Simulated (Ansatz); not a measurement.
# Abstraction of H: C3H9B + CHFI → C3H8B + CH2FI

Species: C3H9B `CBCC`, singlet; CHFI `F[CH]I`, doublet; C3H8B `C[B]CC`, doublet; CH2FI (fluoroiodomethane) `FCI`, singlet. A radical takes H: the energy is the difference in strength between the B–H bond broken and the C–H bond made.

Shapes, held fixed at every level: PBE0-D4/def2-TZVP. Flexible molecules stand in one conformer, not always the lowest. Programs: Ansatz 0.2.0. The zero-point and thermal change to 298 K, harmonic and unscaled (PBE0-D4/def2-TZVP), is +7.5 kJ/mol.

**Question.** Estimate ΔH(298 K) of this reaction.

**Answer.** The highest level, CCSD(T)/def2-TZVPP, gives ΔH(298 K) = +20.7 kJ/mol; the levels span +11.1 to +26.7. The column of differences is taken from that level and isn't an error. No measured value is set beside it here. Open shells run unrestricted unless RO is named. For atoms past krypton def2 sets carry core potentials with scalar relativity. Correlated rows may include outer-core shells of I, which these sets cover unevenly.

```
              level                    kind  ΔH(298 K) (kJ/mol)  less CCSD(T)/def2-TZVPP
      HF/def2-TZVPP            Hartree–Fock               +25.6                     +4.9
   SPW92/def2-TZVPP                     LDA               +20.7                      0.0
B3LYP-D4/def2-TZVPP           global hybrid               +25.0                     +4.3
 PBE0-D4/def2-TZVPP           global hybrid               +19.6                     -1.1
 wB97M-V/def2-TZVPP  range-separated hybrid               +26.7                     +6.0
     MP2/def2-TZVPP     perturbation theory               +11.1                     -9.6
    CCSD/def2-TZVPP   coupled cluster or CI               +21.3                     +0.6
 CCSD(T)/def2-TZVPP   coupled cluster or CI               +20.7                      0.0
```

Every level makes the abstraction endothermic, so the B–H bond of the borane is stronger than the C–H bond formed in fluoroiodomethane. The likely reason lies in the two radicals. Removing H from the trigonal borane leaves the odd electron in a σ-type orbital on boron; the formally empty p orbital lies perpendicular to it and offers little direct delocalisation. In CHFI, by contrast, halogen lone pairs can delocalise the unpaired electron, which weakens the C–H bond of the product. Vibration adds to the cost, as expected when a stiffer C–H bond replaces B–H.

The sign is secure across these methods, the size less so. CCSD and CCSD(T) differ by only 0.6 kJ/mol, so triples matter little here, whereas MP2 falls well below both, probably because second-order theory treats pair correlation unevenly between the two bonds. The LDA match with CCSD(T) suggests cancellation between bond errors rather than accurate individual bond strengths. The result applies to the monomeric borane; in a hydrogen-bridged dimer, the usual form of dialkylboranes, the energetics would differ.
